## Does a separable projector stop the logarithmic derivative from falling?

Hartree atomic units, $l=0$, $u=r\psi$ real with $u(0)=0$:
$$-\tfrac12u''+Vu+E\,\chi(r)\,c=\varepsilon u,\qquad c=\langle\chi|u\rangle .$$
For solutions at two energies and $W=u_1u_2'-u_2u_1'$, the potential $V$ cancels:
$$W'=2(\varepsilon_1-\varepsilon_2)u_1u_2+2E\chi\,(c_2u_1-c_1u_2).$$

**Model.** For $r<R$, $V=-V_0$ and $\chi=R^{-1/2}$; both vanish outside. Illustrative inputs: $R=2$ bohr, $V_0=3$ Ha, $E=2.5$ Ha. With $k^2=2(\varepsilon+V_0)$, $x=kR$, $g=2ER^2=20$ and $u'(0)=1$, self-consistency in $c$ gives
$$u=\frac{\sin kr+\beta(1-\cos kr)}{k},\quad\beta=\frac{g(1-\cos x)}{x^3-g(x-\sin x)},\quad c=\frac{\beta k\sqrt R}{2E}.$$

> **Predict:** is the lowest bound state nodeless?

It is not. Sturm's argument integrates $W'$ between adjacent nodes, and over part of the core the extra term survives with no fixed sign. Matching $u'/u=-\sqrt{-2\varepsilon}$ at $R$ gives a level at $-0.460$ Ha. A repulsive projector cannot lower the second level, which lies at $-0.058$ Ha for $E=0$, so this is the ground state. Yet it has a node where $\tan(kr/2)=-1/\beta$, at $r=0.573$ bohr.

### A wrong attempt

*This section is wrong.* It supposes that the monotonic fall of $L=u'(R)/u(R)$ is lost with the node theorem. Put $\varepsilon_1=\varepsilon$, $\varepsilon_2=\varepsilon+\delta$, a dot for $\partial/\partial\varepsilon$, and $N=\int_0^Ru^2dr$.

1. $W(R)=u_1u_2(L_2-L_1)\simeq u(R)^2\dot L\,\delta$.
2. As $\delta\to0$, $u_2\to u_1$, so $c_2u_1-c_1u_2\simeq\dot c\,u\,\delta$.
3. Integrating, $u(R)^2\dot L=-2N+2Ec\dot c$.

At $\varepsilon=-0.5$ Ha: $x=4.472$, $\beta=-1.2746$, $c=-0.8061$, $\dot c=-0.9035$, $u(R)^2=1.2996$, $2N=2.577$, $2Ec\dot c=3.642$. Hence $\dot L=+0.819\ \text{bohr}^{-1}\text{Ha}^{-1}$, a rising $L$ (wrong).

> **Predict:** replace $u$ by $f(\varepsilon)u$. What happens to $L$, and to line 3?

### The symptom

$L$ is unchanged, but after division by $f^2$ line 3 gains $2Ec^2\dot f/f$. The slope would depend on normalisation; choosing $c=1$ removes the extra term. The closed form also disagrees:

| $\varepsilon$ (Ha) | $-0.55$ | $-0.50$ | $-0.45$ |
|---|---|---|---|
| $L$ (bohr$^{-1}$) | $-0.781$ | $-0.877$ | $-0.980$ |

> **Predict:** which line fails, and what is missing?

### The faulty line

Line 2. The bracket is already a difference, so $u_2=u+\dot u\,\delta$ contributes at first order: $c_2u_1-c_1u_2\simeq(\dot cu-c\dot u)\,\delta$. The dropped piece integrates to $-2Ec\langle\chi|\dot u\rangle=-3.642$, as large as the piece kept, because $\langle\chi|\dot u\rangle=\dot c$.

### The mended calculation

If the range $[0,R]$ covers the whole projector,
$$\int_0^R\chi\,(c_2u_1-c_1u_2)\,dr=c_2c_1-c_1c_2=0$$
for any two energies. With $W(0)=0$ this leaves $W(R)=2(\varepsilon_1-\varepsilon_2)\int_0^Ru_1u_2\,dr$, and line 1 gives
$$\boxed{\frac{dL}{d\varepsilon}=-\frac{2\int_0^Ru^2dr}{u(R)^2}<0}$$
$L$ falls on every branch between its poles at $u(R)=0$, whatever the sign or size of $E$. For a matching radius inside the projector the cancellation is incomplete and this proof does not apply.

The Kleinman–Bylander (KB) form takes $\chi\propto\delta V\phi$, where $\delta V$ is the semilocal minus the local potential, and fixes $E$ so that the pseudo-wavefunction $\phi$ still solves the equation at the reference energy. Beyond the range of $\delta V$ the boxed slope depends on $\phi$ alone, so KB keeps $L$ and its first energy derivative there. This says nothing about other energies, where spurious (ghost) levels can appear.

### Size of the error

The model's slope is $-2.577/1.2996=-1.983\ \text{bohr}^{-1}\text{Ha}^{-1}$. The attempt misses this exact value by $2Ec\dot c/u(R)^2=2.802$, or 141 % of its magnitude, and reverses the sign. That figure belongs to the choice $u'(0)=1$; another normalisation gives another error.